## Boron nitride: charged sites in stiff sheets

A dearer calculation ought to give a better answer, so the band gap of layered boron nitride should settle down as processor time grows. It does not. The gap climbs above 8 eV in the middle of the table, and the last row brings it back to almost the plain PBE value.

Layered boron nitride (P6₃/mmc, 4-atom cell), computed with several programs without spin polarization or spin–orbit coupling. Gaps are single-point values on the cell relaxed with r2SCAN+rVV10; bulk moduli are at fixed cell shape. Plane-wave PBE uses a 420 eV cutoff and a 12×12×4 k mesh (coarse settings: 260 eV, 6×6×2), DFTB a 9×9×5 mesh.

| name | kind | band gap (eV) | volume per atom (Å³) | bulk modulus (GPa) | atoms computed | rough processor time, order of size (s) |
| --- | --- | --- | --- | --- | --- | --- |
| BN.extep | force field | n/a | 8.856 | 223.20 | 4 | 0.1 |
| BNC.tersoff | force field | n/a | 8.812 | 247.40 | 4 | 0.1 |
| PBE coarse-settings | low cutoff and mesh | 4.162 | n/a | n/a | 4 | 0.4 |
| PBE | semilocal | 4.210 | n/a | n/a | 4 | 1 |
| DFTB | tight binding | 3.949 | n/a | n/a | 4 | 1 |
| r2SCAN | semilocal | 4.764 | n/a | n/a | 4 | 2 |
| PM7 | semi-empirical | 8.244 | 9.173 | 296.50 | 128 | 8 |
| GLLB-SC | model potential | 7.017 | n/a | n/a | 4 | 10 |
| GFN2-xTB tblite | tight binding | 5.050 | 8.961 | 251.60 | 128 | 10 |
| PBE SZV | small basis | 4.533 | 9.530 | 229.30 | 4 | 20 |
| PBE sz-orbitals | small basis | 4.315 | n/a | n/a | 4 | 20 |
| PBE DZVP | small basis | 4.242 | 9.033 | 235.80 | 4 | 40 |

The order becomes clear once the crystal is seen as a stack of sheets in which boron and nitrogen alternate. The gap measures how differently a method treats an electron on nitrogen and one on boron. The volume and the modulus measure mainly how it treats the bonds within a sheet.

### The gap as a difference between two sites

Start with the p orbitals that stand upright on the sheet, and leave out the coupling between atoms. The filled level then belongs to nitrogen and the empty one to boron. In free atoms, semilocal density functionals put these two p levels roughly 3.5 eV apart (a rough recalled value). Bonding spreads both levels into bands, but one wave vector keeps the memory of this limit. At H, a corner of the Brillouin zone, the contributions of the three neighbours in the sheet cancel, and so do those of the layers above and below. With $\varepsilon$ for the energy of a p orbital standing upright on its site,

$$E_\mathrm{gap}(\mathrm{H}) \approx \varepsilon_\mathrm{B}-\varepsilon_\mathrm{N},$$

apart from weaker coupling between atoms of the same kind. In graphite the two sites are nearly alike, and the gap all but closes.

DFTB, run here without charge self-consistency, builds its levels from free atoms and stays near that limit, with a gap of 3.95 eV at H. PBE lets the charge respond to the crystal and finds 4.65 eV at the same point. The table shows a smaller difference because the lowest PBE gap is indirect, at 4.21 eV. Part of the disagreement between DFTB and PBE is therefore hidden by comparing different transitions. The frozen charge need not be its cause. Electrons that move to nitrogen repel one another and raise its level, but the positive boron atoms around them lower it, so the net effect on the gap can have either sign. The lean orbital set is another candidate, and these runs do not separate the two.

Among the other methods, theory points to the treatment of exchange. PBE gives filled and empty levels the same local potential and leaves out the jump in potential that an added electron should meet. r2SCAN lets the potential depend on the orbitals and gains about 0.55 eV over PBE. GLLB-SC adds an explicit estimate of the jump and reaches 7.0 eV. PM7 gives a wide gap for a different reason. Its gap is of the Hartree–Fock kind, in which the other electrons do not rearrange to screen an added one. This usually makes the gap far too wide, and here it reaches 8.2 eV.

The measured gap is roughly 6 eV (again recalled), so PBE falls short by about 1.8 eV and GLLB-SC overshoots by about 1 eV. Lattice vibrations, present in the measurement but not in these calculations, usually narrow a gap and would not excuse PBE. The shortfall matters when boron nitride serves as a gate dielectric. The barriers that keep electrons and holes in a metal electrode add up to the gap, so PBE takes the whole 1.8 eV off their sum and can make the insulator look leakier than it is. GFN2-xTB comes closer with 5.05 eV, but its parameters were made for molecules, and this one agreement is no warrant for other solids. Like PM7, it was run on 128 atoms with few wave vectors, which may miss the true band edges and leave the gap too wide.

A small basis does little harm to the gap, because both band edges need mainly one upright p orbital per atom. With a single function per valence orbital (SZV) the PBE gap is 0.32 eV above the plane-wave result. The other small basis, sz-orbitals, lies only about 0.1 eV above it, so the choice of functions matters too. With two functions and added polarization (DZVP) the excess shrinks to 0.03 eV. This explains the last row: a better basis brings PBE back to its own answer, including its error.

### The volume as a property of the sheet

In the two force fields, the sheets do not feel one another at the given spacing, so the stress along the stacking direction $c$ is zero. Only the sheet can then drive a change of volume. If the whole cell is scaled by a small volume strain $x$, the area changes by $2x/3$. Equating the elastic energies gives

$$\tfrac12 Bx^2=\tfrac12 K_A\left(\tfrac{2x}{3}\right)^2,\qquad K_A=\tfrac94 B,$$

where $B$ is the tabulated bulk modulus at fixed shape and $K_A$ the stiffness of the sheets against a change of area.

For the extep force field, $B$ is 223.2 GPa, so $K_A$ is 502 GPa. Its sheets are compressed by 1.38 GPa and should expand in area by $1.38/502=0.275\,\%$. Starting from 8.83 Å$^3$ per atom, the volume becomes $8.83\times1.00275=8.854$ Å$^3$, against 8.856 Å$^3$ in the table. The estimate has no adjustable constant.

The difference between the extep and Tersoff volumes is a sharper test, since the starting volume almost drops out. Relaxing only the sheets gives 0.043 Å$^3$ per atom and the table 0.044, whereas scaling the whole cell would give 0.065. The printed output sets the two models side by side. The good force-field volumes thus test the B–N bond, while the layer spacing is simply inherited from the given cell.

PBE behaves differently. Its layers push each other apart at this spacing, as expected of a functional that lacks the dispersion attraction. If they were free to move, a straight-line estimate with a rough stiffness of 30 GPa would open the crystal by something like a tenth along $c$. The true opening may be much larger, because PBE barely binds the layers and their resistance fades as they part. The DZVP volume is only 2.3 % above that of the given cell, close to what the plane-wave pressure predicts at fixed shape. It should not be read as PBE's natural layer spacing.

### Why the moduli are so high

At fixed shape, every compression must squeeze the strong bonds, and the moduli run from 223 to 297 GPa. Under real pressure the soft gaps between layers shrink the most, like the weaker of two springs in series. With a rough recalled stiffness of 30 GPa along $c$, the modulus drops to about 28 GPa. An engineer who needs the response to fluid pressure from all sides wants this smaller value. In cubic boron nitride, with strong bonds in all directions, the distinction disappears, because uniform pressure leaves a cubic shape unchanged.

More volume per atom usually means a softer crystal, but the rule holds poorly between methods, since each gives the bonds its own stiffness. Extep has the lowest modulus and almost the smallest volume, and GFN2-xTB is larger yet stiffer than either force field. SZV and PM7 stand out most. SZV gives a volume 5.5 % above that of DZVP, which along a single energy curve would lower the modulus by roughly a fifth (for a typical pressure derivative of 4), yet it falls by only 3 %. The comparison assumes that both volumes were found at fixed shape, which the outputs do not show; if the layers were free to part, the extra volume may say little about the bonds. PM7 is also expanded, with the same doubt about its volume, and it is the stiffest of all. A minimal set of orbitals cannot reshape itself as atoms approach, which may make compression too costly. For PM7 this is only a guess, since its fitted parameters could have the same effect.

The coarse PBE settings show how unevenly errors fall. They shift the gap by only 0.05 eV, because both band edges rise, each by less than 0.1 eV, and the common part drops out of the difference. The pressure, however, comes out 5.8 GPa higher than in the finer run. A fixed-shape volume found from that pressure would be about 2.5 % too large. In this crystal such settings will do for a first look at the gap, but not for strain or lattice constants.

The analysis program printed:

```
Gap and volume against references:
                  row  gap less PBE gap in eV  volume above given cell in percent
             BN.extep                     n/a                              0.2945
          BNC.tersoff                     n/a                             -0.2039
  PBE coarse-settings                  -0.048                                 n/a
                  PBE                       0                                 n/a
                 DFTB                  -0.261                                 n/a
               r2SCAN                   0.554                                 n/a
                  PM7                   4.034                               3.884
              GLLB-SC                   2.807                                 n/a
      GFN2-xTB tblite                    0.84                               1.484
              PBE SZV                   0.323                               7.928
      PBE sz-orbitals                   0.105                                 n/a
             PBE DZVP                   0.032                               2.299
extep volume if only the sheet relaxes, A^3 per atom: 8.854
Tersoff volume if only the sheet relaxes, A^3 per atom: 8.811
extep less Tersoff volume, computed, A^3 per atom: 0.044
extep less Tersoff volume, only sheet relaxes, A^3 per atom: 0.0434
extep less Tersoff volume, uniform scaling, A^3 per atom: 0.06509
areal modulus of the sheets from extep, GPa: 502.2
rough modulus when layers may approach freely, GPa: 28.31
PBE volume from pressure at fixed shape, A^3 per atom: 9.004
rough opening along c if PBE layers were free, percent: 12.03
pressure error of coarse PBE settings, GPa: 5.833
that pressure error as fixed-shape volume, percent: 2.474
PBE direct gap at H less PBE indirect gap, eV: 0.4417
DFTB gap less PBE gap, both at H, eV: -0.7027
DFTB gap less rough free-atom level difference, eV: 0.449
SZV volume above DZVP volume, percent: 5.502
SZV modulus below DZVP modulus, percent: 2.757
rough softening expected from that expansion with pressure derivative 4, percent: 19.28
PM7 modulus above DZVP modulus, percent: 25.74
PBE gap below rough recalled measured 6 eV, eV: 1.79
```
